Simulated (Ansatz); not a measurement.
# C: energy along a strain

C, P6_3/mmc, a = 2.503 Å, c = 4.169 Å. Ansatz: r2SCAN, PAW, 500 eV, Γ-centred 12×12×6 mesh on 4 atoms, Gaussian smearing 0.05 eV; no spin polarisation. Cell vectors (Å): 2.503 0.000 0.000; -1.252 2.168 0.000; 0.000 0.000 4.169. The cell is strained by x per cent times the pattern (1 1 0 0 0 0) in the order xx yy zz yz xz xy (engineering shears), with fractional coordinates held. y is the free energy over the start, V0 = 5.656 Å³/atom. Points with a strain past 8.5 % were computed too (5) and aren't used here.

| x (%) | y (meV/atom) |
| --- | --- |
| -7.50 | ? |
| -3.75 | 73.06 |
| 0.00 | 0.00 |
| 3.75 | 60.59 |
| 7.50 | 221.20 |

Task: Fit y = c2 x² + c3 x³ to the other rows, get the stiffness along the pattern, and predict the missing energy.

Result: Least squares on the rows shown. y = 4.7651 x² − 0.11124 x³. The clamped-ion stiffness p·C·p = 2 × 47.65 eV × 160.2 / 5.656 Å³ = 2699 GPa. At x = -7.50 the fit asked for gives 314.97 meV/atom. The run gave 321.43 meV/atom, so the fit is 6.46 meV/atom too low, 2 % of the span of the series, against an rms of 0.34 meV/atom on the fitted rows. The row lies outside the fitted range. With a term in x⁴ added, a fit to the same known rows (none to spare) predicts 320.96 meV/atom, so most of the miss is curvature that the known rows already hold.

The cell metric and density fit lonsdaleite, hexagonal diamond, and the large stiffness is what a network of short, strongly directional σ bonds should give. Equal biaxial compression costs more than expansion: 73.06 against 60.59 meV/atom at the smaller strain. This is the usual bond anharmonicity, with overlap repulsion rising steeply as bonds shorten while the attraction weakens as they stretch.

The cubic term already carries that asymmetry; the 2 % miss in the extrapolation comes mostly from the omitted quartic term. The quartic contribution is positive, so it opposes the cubic term in tension but adds to it in compression. A cubic fit tied to the large tensile point absorbs the missing quartic part in too weak a cubic coefficient, and that error then adds to the omitted term on the compressive side.

In a hexagonal crystal the stiffness found is twice the sum of the in-plane constants C₁₁ and C₁₂, so it doesn't separate them. With the c axis held fixed, it also isn't the response of a film free to relax along its normal, which would be softer or at most equally stiff.
